**Student:** My ring-polymer run on the symmetric Eckart barrier $V=V_0\,\mathrm{sech}^2(q/a)$ uses the centroid as dividing surface. If I shift it, or use one bead instead, the initial flux changes. Surely the rate does too?

**Lecturer:** Only the bookkeeping changes. Take $\beta=1/k_BT$, $\beta_N=\beta/N$, $\omega_N=1/\beta_N\hbar$, cyclic beads and
$$H_N=\sum_{j=1}^N\Big[\frac{p_j^2}{2m}+\tfrac12m\omega_N^2(q_j-q_{j+1})^2+V(q_j)\Big].$$
With $h$ the step function and $f>0$ on the product side,
$$C_f(t)=\frac{1}{(2\pi\hbar)^N}\int d\mathbf p\,d\mathbf q\;e^{-\beta_NH_N}\,\delta(f)\,\dot f\;h[f(\mathbf q_t)],$$
and $kQ_r=C_f(\infty)$, where the reactant partition function per length, $Q_r$, knows nothing of $f$. The springs keep the beads together, so at long times $h[f(\mathbf q_t)]$ becomes $P$, which is 1 on trajectories ending as products and 0 otherwise, for any separating surface. For two surfaces put $D=h[f]-h[g]$. The difference of the limits is proportional to $\frac{d}{ds}\int e^{-\beta_NH_N}P\,D(\mathbf q_s)$ at $s=0$. The integral converges, since $D$ lives between the surfaces. Change variables to the point at time $s$: the Jacobian is 1 by Liouville's theorem, and $H_N$ and $P$ are conserved, so nothing depends on $s$. Craig and Manolopoulos showed this independence in 2005.

**Student:** The bead average $\frac1N\sum_jh(q_j)$ isn't a surface.

**Lecturer:** True, but it also runs from 0 to 1, which is all the proof needs. Now use the result. Write $C_f(\infty)=\kappa_fC_f(0^+)$, with $\kappa_f\le1$ because $C_f(0^+)$ counts every forward crossing. Then $\kappa_f/\kappa_g=C_g(0^+)/C_f(0^+)$: statics predicts recrossing. The momentum average gives $C_f(0^+)\propto\int d\mathbf q\,|\nabla f|\,\delta(f)\,e^{-\beta_NU_N}$, with $U_N$ the springs plus potential.

As illustrative inputs take $m=1.67\times10^{-27}$ kg, $V_0=8.0\times10^{-20}$ J (0.50 eV, roughly typical for hydrogen hopping in crystalline silicon) and an assumed $a=1.0\times10^{-10}$ m. All results are the model's. The barrier frequency is $\omega_b=\sqrt{2V_0/m}/a=9.79\times10^{13}\ \mathrm{s^{-1}}$. At 400 K, $u=\beta\hbar\omega_b=1.87$ and $v=\beta V_0=14.5$. First change: shift the centroid surface by $d=0.2a$.

**Student:** Downhill either way, so more flux and smaller $\kappa$, whatever the sign of $d$. On a parabolic top the centroid separates from the other modes, so $\kappa=e^{-vd^2/a^2}=0.56$ for any $N$.

**Lecturer:** For one bead on the real barrier only energies above $V_0$ cross, so exactly $\kappa=e^{-v\tanh^2(d/a)}=0.57$, while $C(0^+)$ rises by a factor 1.76. Second change: centroid $\bar q=0$ to bead $q_1=0$. Predict $r=\kappa_b/\kappa_c$.

**Student:** $|\nabla f|$ goes from $N^{-1/2}$ to 1. For a free ring the two densities are equal, so $r=N^{-1/2}$, or 0.707 for two beads.

**Lecturer:** On a barrier, less. With one bead pinned on top the rest of the ring may slide bodily down one side, which a pinned centroid forbids. For the parabola put $\epsilon=u/N=2\sin(\theta/2)$. The pinned chain has determinant $\sin N\theta/\sin\theta$, and the non-centroid modes give $4\sin^2(N\theta/2)/\epsilon^2$. The ratio of the first to the second is $r^2$:
$$r=\sqrt{\frac{\tan(\theta/2)}{\tan(N\theta/2)}},\qquad r_{N=2}=\sqrt{\frac{8-u^2}{16-u^2}},\qquad r\to\sqrt{\frac{u/2}{N\tan(u/2)}}\ \ (N\gg1).$$

**Student:** That assumes the theorem. Show me dynamics.

**Lecturer:** On the parabola the fate is the sign of $S=\dot{\bar q}+\omega_b\bar q$, so $\kappa_c=1$. For zero-mean Gaussians $\langle\dot q_1h(S)\rangle=\mathrm{cov}(\dot q_1,S)/\sqrt{2\pi\,\mathrm{var}\,S}$. The covariance is $1/\beta m$, $\mathrm{var}\,S=1/\beta m+\omega_b^2\langle\bar q^2\rangle$, and $\mathrm{var}\,\dot q_1=N/\beta m$. Hence $\kappa_b=[N(1+\beta m\omega_b^2\langle\bar q^2\rangle)]^{-1/2}$. For two beads with $q_1=0$, $\beta m\omega_b^2\langle\bar q^2\rangle=u^2/(16-2u^2)$, which reproduces $r_{N=2}$.

**Student:** And the true Eckart barrier?

**Lecturer:** The theorem holds at each $N$, and two beads need only quadratures. In units of $a$, with $B=4v/u^2$, put the beads at $(y,-y)$ or $(0,x)$:
$$r=\frac{2\int dy\;e^{-4By^2+v\tanh^2y}}{\sqrt2\int dx\;e^{-Bx^2+(v/2)\tanh^2x}}.$$
Before evaluating it, predict the third and fourth changes: cool to 300 K, or double the mass.

**Student:** Cooling raises $u$ and softens the springs, so the ring dangles further and $r$ falls. The parabolic formula vanishes at $u=2\sqrt2$, which is 264 K. Doubling the mass divides $u$ by $\sqrt2$ and moves $r$ towards 0.707. Since $\tanh^2x<x^2$, the Eckart flanks reward dangling less, and the pinned-bead ring reaches further out, so $r$ should exceed the parabolic value, most of all when cold.

**Lecturer:** For $N=2$:

| case | $u$ | $r$, parabola | $r$, Eckart |
|---|---|---|---|
| $m$, 400 K | 1.87 | 0.600 | 0.618 |
| $m$, 300 K | 2.49 | 0.428 | 0.524 |
| $2m$, 400 K | 1.32 | 0.662 | 0.665 |

Every sign is right. The size on cooling needs the real barrier: the parabola predicts a drop of 29 %, the Eckart integrals give 15 %. Fifth change: 16 beads to 32 at 400 K.

**Student:** A factor near $2^{-1/2}$. The parabolic formula gives 0.21 and 0.15. How far do I trust it?

**Lecturer:** The quartic term $\frac23V_0x^4$ adds $2v(\overline{\sigma_b^4}-\sigma_c^4)$ to $\ln r$ at first order. For many beads the variances in units of $a^2$ are $\sigma_b^2(s)=\frac{u}{2v}\sin(us)\sin[u(1-s)]/\sin u$ along the pinned ring, averaged over $0<s<1$, and $\sigma_c^2=\frac{u}{4v}[2/u-\cot(u/2)]$. That raises $r$ by about 2 %, so two figures stand.

**Student:** So $\kappa_b\to0$ as $N\to\infty$, and yet the rate survives?

**Lecturer:** Yes: $C_b(0^+)$ grows as $\sqrt N$, since one bead rattles with velocity variance $N/\beta m$, and recrossing removes the excess. Mind the limits. On the Eckart barrier $\kappa_c$ need not be exactly 1, so $r$ is an upper bound on $\kappa_b$. Temperature, mass and an unconverged $N$ do change $k$; only the surface cannot. And independence of the surface does not make the RPMD rate the exact quantum rate.